Convergence and noise of correlation function Monte Carlo

Correlation function Monte Carlo, introduced by Ceperley and Bernu in 1988, extracts excited-state energies from a single random walk. It works much like a lifetime measurement on a mixture of decaying species. Waiting removes the fast unwanted components, but the signal of interest decays too while the noise floor stays, so there is a best delay.

1. Premises and conventions

Ĥ = −D∇² + V(R) is a real Hamiltonian in mass-scaled coordinates R, with D = ħ²/2μ₀ for the reference mass μ₀. For a molecule, R describes the nuclei with the centre of mass removed and V is one Born–Oppenheimer surface. Energies are in cm⁻¹ (1 cm⁻¹ = 0.124 meV). The projection time t is an inverse energy, in cm, and t = 1 cm corresponds to an imaginary time of 5309 fs.

P1. The m real basis functions f_i are linearly independent, belong to one symmetry block, and have finite energy variance. The orthonormal eigenstates of that block are Φ_α with energies E_α in ascending order, α = 0, 1, 2, ... Any continuum is included in the sums over α.
P2. With c_iα = ⟨f_i|Φ_α⟩, the m × m matrix C formed from α = 0 ... m−1 is invertible.
P3. The target level E_k (k < m) is not degenerate within the block, and E_m > E_(m−1).
P4. A normalised, strictly positive guiding function ψ is available, and M independent paths are sampled without time-step error.

The matrices are

N_ij(t) = ⟨f_i|exp(−tĤ)|f_j⟩ = Σ_α c_iα c_jα exp(−tE_α)
H_ij(t) = −dN_ij/dt = Σ_α c_iα c_jα E_α exp(−tE_α)   (1)

and the roots Λ_0 ≤ ... ≤ Λ_(m−1) solve H d = Λ N d. Because exp(−tĤ) = exp(−tĤ/2) exp(−tĤ/2) and Ĥ commutes with both factors, N and H are the overlap and Hamiltonian matrices of the filtered functions exp(−tĤ/2) f_i. The method is an ordinary Rayleigh–Ritz calculation in a basis that improves with t.

2. Upper bound and monotonic decrease

For a fixed coefficient vector d define w_α = (Σ_i d_i c_iα)² ≥ 0. Equation (1) gives the Rayleigh quotient

ρ_d(t) = dᵀHd / dᵀNd = Σ_α p_α E_α,  p_α = w_α exp(−tE_α) / Σ_β w_β exp(−tE_β).

The p_α form a Boltzmann-like distribution with t as inverse temperature. Differentiating numerator and denominator,

dρ_d/dt = −(Σ p_α E_α² − (Σ p_α E_α)²) ≤ 0.   (2)

The min–max theorem states that Λ_k(t) is the minimum, over all (k+1)-dimensional subspaces S of coefficient vectors, of the maximum of ρ_d(t) over d in S. Take t₂ > t₁. By (2), ρ_d(t₂) ≤ ρ_d(t₁) for every d. The inequality survives taking the maximum over a given S and then the minimum over S, so Λ_k(t₂) ≤ Λ_k(t₁), even where roots cross. The same theorem applied to Ĥ gives E_k as the min–max over all (k+1)-dimensional subspaces of the block. The filtered basis offers only some of these, so Λ_k(t) ≥ E_k (the Hylleraas–Undheim–MacDonald bound). For a simple root ρ_d is stationary in d at the eigenvector, so dΛ_k/dt equals the right side of (2): the slope is minus the energy variance of the filtered trial state.

3. Rate of convergence

The roots do not change under an invertible recombination of the basis. By P2 we may use g = C⁻¹f,

g_k = Φ_k + Σ_(α≥m) B_kα Φ_α,  B_kα = Σ_i (C⁻¹)_ki c_iα.

Each g_k holds exactly one of the first m states. Filter and rescale it:

u_k = exp(tE_k/2) exp(−tĤ/2) g_k = Φ_k + Σ_(α≥m) b_kα Φ_α,  b_kα = B_kα exp(−t(E_α − E_k)/2).

By P3 every b_kα decays. In the basis u the matrix H − ΛN has elements

(E_k − Λ) δ_kl + Q_kl(Λ),  Q_kl = Σ_(α≥m) b_kα b_lα (E_α − Λ).

Since Q → 0 the roots tend to E_0 ... E_(m−1). To find the rate for root k, set the k-th component of the eigenvector to 1 and eliminate the others (a Schur complement). With q the vector of Q_kl for l ≠ k and K the remaining (m−1) × (m−1) block,

Λ_k − E_k = Q_kk − qᵀK⁻¹q.   (3)

Once Λ_k < E_m all factors E_α − Λ are positive, and the Cauchy–Schwarz inequality gives Q_kl² ≤ Q_kk Q_ll. At large t, K approaches the diagonal matrix E_l − E_k, which P3 keeps invertible. In that limit the second term of (3) is at most Q_kk Σ_l Q_ll/|E_l − E_k|, a fraction of the first term that vanishes at least as fast as exp(−t(E_m − E_(m−1))). Replacing Λ by E_k inside Q_kk costs the relative amount Σ_α b_kα², which also vanishes. Hence

Λ_k(t) − E_k ≈ Σ_(α≥m) B_kα² (E_α − E_k) exp(−t(E_α − E_k)) → A exp(−at),   (4)
a = E_x − E_k,  A = B_kx² (E_x − E_k).

E_x is the lowest level outside the first m for which B_kx ≠ 0. It lies in the same symmetry block and may differ from root to root. The amplitude of the contaminant falls as exp(−at/2), and the energy bias is quadratic in it. The gaps to the other levels inside the first m do not enter the exponent, because diagonalisation and not filtering removes those states. The slope of (4), −B_kx² a² exp(−at), is minus the variance of u_k to the same order, as section 2 requires.

With a single outside level Q has rank one and the determinant factorises into an exact equation:

1 + (E_x − Λ) Σ_l b_lx² / (E_l − Λ) = 0.   (5)

The eliminated components are −K⁻¹q, of order exp(−t(E_α − (E_k + E_l)/2)) with α ≥ m. Going back from u to g multiplies component l by exp(t(E_l − E_k)/2), which leaves exp(−t(E_α − E_l)) → 0. The unfiltered eigenfunction φ = Σ d_i f_i therefore tends to g_k, a function independent of t, and dᵀNd → exp(−tE_k).

4. The Monte Carlo estimator

Define the local energy E_L = Ĥψ/ψ. The product rule gives, for any function y,

ψ⁻¹ Ĥ(ψ y) = −Ly + E_L y,  L = D∇² + 2D(∇ ln ψ)·∇.

L generates a drift–diffusion walk, with drift 2D∇ ln ψ and diffusion constant D, whose stationary density is ψ². Attach to a path of length t the weight W = exp(−∫₀ᵗ E_L(R_s) ds). Let v(R,t) be the average of W^λ y(R_t) over paths starting at R. Splitting off a first short step dt multiplies the weight by 1 − λE_L(R)dt and changes the average by Lv dt, so ∂v/∂t = Lv − λE_L v = −ψ⁻¹Ĥ_λ(ψv), with Ĥ_λ = Ĥ + (λ − 1)E_L. Solving this and averaging the start point over ψ² gives the Feynman–Kac relation

⟨ z(R_0) W^λ y(R_t) ⟩ = ⟨ψz| exp(−tĤ_λ) |ψy⟩.   (6)

For λ = 1, Ĥ_λ = Ĥ. Choosing z = f_i/ψ with y = f_j/ψ gives N_ij, and with y = (Ĥf_j)/ψ gives H_ij. Both are plain averages over paths, unbiased, with a statistical error ∝ 1/√M.

5. Growth of the noise

Let the sampled matrices be H + δH and N + δN. Expand (H + δH − (Λ + δΛ)(N + δN))(d + δd) = 0 to first order and multiply from the left by dᵀ. The term in δd drops out because dᵀ(H − ΛN) = 0, leaving

δΛ_k = dᵀ(δH − Λ_k δN)d / dᵀNd.   (7)

Since dᵀ(H − Λ_k N)d = 0, the numerator is the sample mean of

X = F(R_0) W G(R_t),  F = φ/ψ,  G = (Ĥ − Λ_k)φ/ψ,

whose exact mean is zero. Its variance is ⟨X²⟩/M, and (6) with λ = 2 evaluates it:

⟨X²⟩ = ⟨ψF²| exp(−tĤ₂) |ψG²⟩,  Ĥ₂ = Ĥ + E_L.

Let χ and ε₂ be the ground state and lowest eigenvalue of Ĥ₂. This operator is kinetic energy plus a local potential, so χ is positive. F² and G² are non-negative, so both overlaps with χ are nonzero unless G vanishes identically. At large t, ⟨X²⟩ → σ² exp(−tε₂). Dividing the root of the variance by dᵀNd gives the standard error

s_k(t) = (σ/√M) exp(bt),  b = E_k − E*,  E* = ε₂/2,   (8)
σ² = ∫ φ² χ/ψ dR × ∫ [(Ĥ − E_k)φ]² χ/ψ dR,  φ = g_k.

The signal decays at the rate E_k. The noise involves squares, which carry no sign and no nodes, so it decays only at the rate E*.

E* is tied to E_g, the nodeless ground level of Ĥ over all symmetry blocks, with normalised state Φ_g. The operator Ĥ − E_L has the positive eigenfunction ψ with eigenvalue zero, which is therefore its ground state. The variational principle with trial function Φ_g gives 0 ≤ E_g − ⟨Φ_g|E_L|Φ_g⟩. Applied to Ĥ₂ it gives ε₂ ≤ E_g + ⟨Φ_g|E_L|Φ_g⟩ ≤ 2E_g. Thus

E* = E_g − δ,  δ ≥ 0,

with δ = 0 only if ψ = Φ_g. The noise grows as exp(t(E_k − E_g)) for an exact guide and faster, by the weight-fluctuation rate δ, for any other. The lowest level of a block other than the nodeless one also suffers the growth. Equation (8) further shows that σ is of first order in B while A is of second order, and that both vanish if the basis spans Φ_k.

Replacing the sampled H by (H + Hᵀ)/2 leaves X and σ² as they are, because dᵀHᵀd = dᵀHd path by path. Two practical changes alter the prefactor and leave the exponent alone. Letting Ĥ act at both ends of the path, with the estimator ½[(Ĥf_i/ψ)(R_0) W (f_j/ψ)(R_t) + (f_i/ψ)(R_0) W (Ĥf_j/ψ)(R_t)] for H_ij, replaces X by ½W[F(R_0)G(R_t) + G(R_0)F(R_t)], the average of X with its time reverse. This turns σ² = ⟨F²⟩⟨G²⟩, the brackets taken with the positive weight χψ, into (⟨F²⟩⟨G²⟩ + ⟨FG⟩²)/2, between one half and all of the value in (8). Cutting overlapping windows from one long walk of length T correlates the samples over a lag of about t plus the relaxation time τ of the walk. Each correlation is bounded by ⟨X²⟩, so the effective M is at least of order T/(t + τ).

6. The best projection time

The mean squared deviation from E_k is

Δ²(t) = A² exp(−2at) + (σ²/M) exp(2bt).

Both terms are convex, so a zero of the derivative is the minimum. Setting −2aA² exp(−2at) + 2b(σ²/M) exp(2bt) = 0 and noting a + b = E_x − E*,

t* = ln(aA²M / bσ²) / (2(E_x − E*)).   (9)

If the argument of the logarithm is below 1, this form of Δ² is smallest at t = 0. At t* the condition itself reads noise² = (a/b) bias², so

Δ(t*) = A √(1 + a/b) (bσ² / aA²M)^η,  η = a / (2(a + b)) = (E_x − E_k) / (2(E_x − E*)).   (10)

The best time grows as ln M, and the attainable deviation falls as M^(−η) with η < 1/2. The usual M^(−1/2) is approached only for b ≪ a.

7. Range of validity

(a) Sections 2 and 3 hold for exact matrices. Sampled roots need not be monotonic and may fall below E_k.
(b) If P2 fails, the roots still decrease and remain upper bounds, but some level among the first m is skipped and a root settles on a higher one. If C is nearly singular, B is large and a false plateau precedes convergence. Degenerate partners must be separated by symmetry to meet P3.
(c) The single exponential in (4) needs t(E_y − E_x) well above 1, with E_y the next coupled outside level. Otherwise the sum must be kept. The leading order also needs the Q_ll small against the spacings.
(d) Equation (7) is first order in the noise. By the argument of section 5, element kl of δN in the basis u is of order exp(t((E_k + E_l)/2 − E*))/√M, and element kl of δH − ΛδN is an energy times the same factor. The second-order shift, a sum of squared off-diagonal elements over E_k − E_l, is smaller than (8) by about exp(t(E_l − E*))/√M. The highest basis state sets the limit

t ≪ t_max = ln M / (2(E_(m−1) − E*)),

in the sense that exp(−(t_max − t)(E_(m−1) − E*)) must be small. Near t_max the sampled N ceases to be positive definite and spurious roots appear. Since E_x > E_(m−1), a positive t* lies below t_max whenever aA² ≤ bσ².
(e) Equation (8) needs t long against the inverse gap of Ĥ₂, and finite integrals in σ², so ψ must not fall off much faster than the f_i.
(f) Time-step error and the quality of the potential surface are separate matters.

8. Illustration: the breathing mode of H3+

H3+ is an equilateral triangle of protons and a common ion in low-pressure hydrogen plasmas. It has a breathing mode ν₁ (symmetry A₁) and a doubly degenerate bend ν₂ (symmetry E). Typical band origins above the vibrational ground level, used here as inputs, are ν₂ = 2521, ν₁ = 3178, 2ν₂⁰ = 4778 and 2ν₁ = 6262 cm⁻¹, where 2ν₂⁰ is the A₁ bend overtone. We work at J = 0. The A₁ levels at J = 0 are forbidden by proton spin statistics, but they are eigenvalues of the spatial Hamiltonian, which is all the walk sees, and they define the band origins. The A₁ block begins 0, ν₁, 2ν₂⁰, 2ν₁, and E_g = E_0 is the zero of energy.

The model takes m = 2 and target k = 1 (3178 cm⁻¹, or 394 meV). The only outside level is 2ν₂⁰, with assumed amplitudes B_0x = B_1x = B = 0.10. Then a = 4778 − 3178 = 1600 cm⁻¹ and A = B²a = 16 cm⁻¹.

For δ and σ we assume three harmonic modes with the fundamentals as frequencies. Per mode Ĥ = (ω/2)(p² + q²) in a dimensionless coordinate q, and the guide is ψ ∝ exp(−γq²/2) with an assumed γ = 0.7, broader than the ground state so that excited states are well sampled. Then E_L = (ω/2)(γ + (1 − γ²)q²) and Ĥ₂ = (ω/2)(p² + κ²q² + γ) with κ = √(2 − γ²) = 1.229. This is again an oscillator, with χ ∝ exp(−κq²/2) and ε₂ = (ω/2)(κ + γ). Each mode contributes (ω/2)(1 − (κ + γ)/2) = 0.0356 (ω/2) to δ. The half-frequencies add up to (3178 + 2 × 2521)/2 = 4110 cm⁻¹, so δ = 146 cm⁻¹ and b = 3178 + 146 = 3324 cm⁻¹.

For σ take Φ_1 = √2 q₁ Φ_0 and Φ_x = (1 − r²) Φ_0, with r² the sum of the squared bend coordinates, and (Ĥ − E_1)φ = BaΦ_x. Per mode, Φ_0²χ/ψ = π^(−1/2) (κ/γ)^(1/4) exp(−μq²) with μ = 1 + (κ − γ)/2 = 1.264, whose integral is (κ/γ)^(1/4) μ^(−1/2). Three modes in two integrals give the sixth power, (κ/γ)^(3/2)/μ³ = 1.151. Under the Gaussian weight the mean of 2q₁² is 1/μ = 0.791. The variable r² is exponentially distributed with mean 1/μ, so the mean of (1 − r²)² is 1 − 2/μ + 2/μ² = 0.669. Therefore σ = sBa with s² = 1.151 × 0.791 × 0.669 = 0.609, s = 0.780 and σ = 125 cm⁻¹. Dropping BΦ_x from φ² changes σ² by less than one per cent. For γ = 1 one finds s = 1 and δ = 0.

With E_x − E* = 4924 cm⁻¹, equations (9), (4), (8) and (10) give the model's values:

M      t* (10⁻³ cm)   t* (fs)   bias   noise   Δ (cm⁻¹)
10⁶    0.911          4.8       3.7    2.6     4.5
10⁸    1.379          7.3       1.8    1.2     2.1
10¹⁰   1.846          9.8       0.83   0.58    1.0

Each factor of 100 in M adds 0.468 × 10⁻³ cm to t* and lowers Δ by a factor of only 2.1, since η = 0.162. One more decimal digit costs 1.4 × 10⁶ times as many samples.

The approximations can be sized at M = 10⁸, t = 1.379 × 10⁻³ cm. The exact equation (5) gives a bias of 1.760 cm⁻¹ against 1.762 cm⁻¹ from (4), down from 15.9 cm⁻¹ at t = 0. The second-order noise parameter exp(bt)/√M is 0.0098, and t_max = 2.77 × 10⁻³ cm. The integrands of σ² are even in each coordinate, so the first excited state of Ĥ₂ that contributes holds two bend quanta, and it is damped by exp(−2κν₂t) = 2 × 10⁻⁴. The broad guide changes the noise by s exp(δt) = 0.95 relative to an exact ground-state guide: the smaller prefactor and the faster growth nearly cancel at this time. For the bend fundamental, lowest in the E block, the growth rate is still 2521 + 146 = 2667 cm⁻¹.

The term that matters is the neglected level 2ν₁, 3084 cm⁻¹ above ν₁ and 1484 cm⁻¹ above 2ν₂⁰. If it entered g_1 with the same amplitude B, it would raise the bias by (3084/1600) exp(−1484 t), or 25 per cent, and raise σ for γ = 1 by √(1 + (3084/1600)²) = 2.2. The table therefore describes the one-contaminant model, where Δ at M = 10⁸ is 0.07 per cent of the level, and not the molecule. The exponents rest only on the level positions and δ, and are firmer than the prefactors. A third basis function that captures 2ν₂⁰ moves E_x to 2ν₁ and raises η for ν₁ from 0.162 to 3084/(2(3084 + 3324)) = 0.241, while the higher top state cuts t_max at M = 10⁸ to 1.87 × 10⁻³ cm.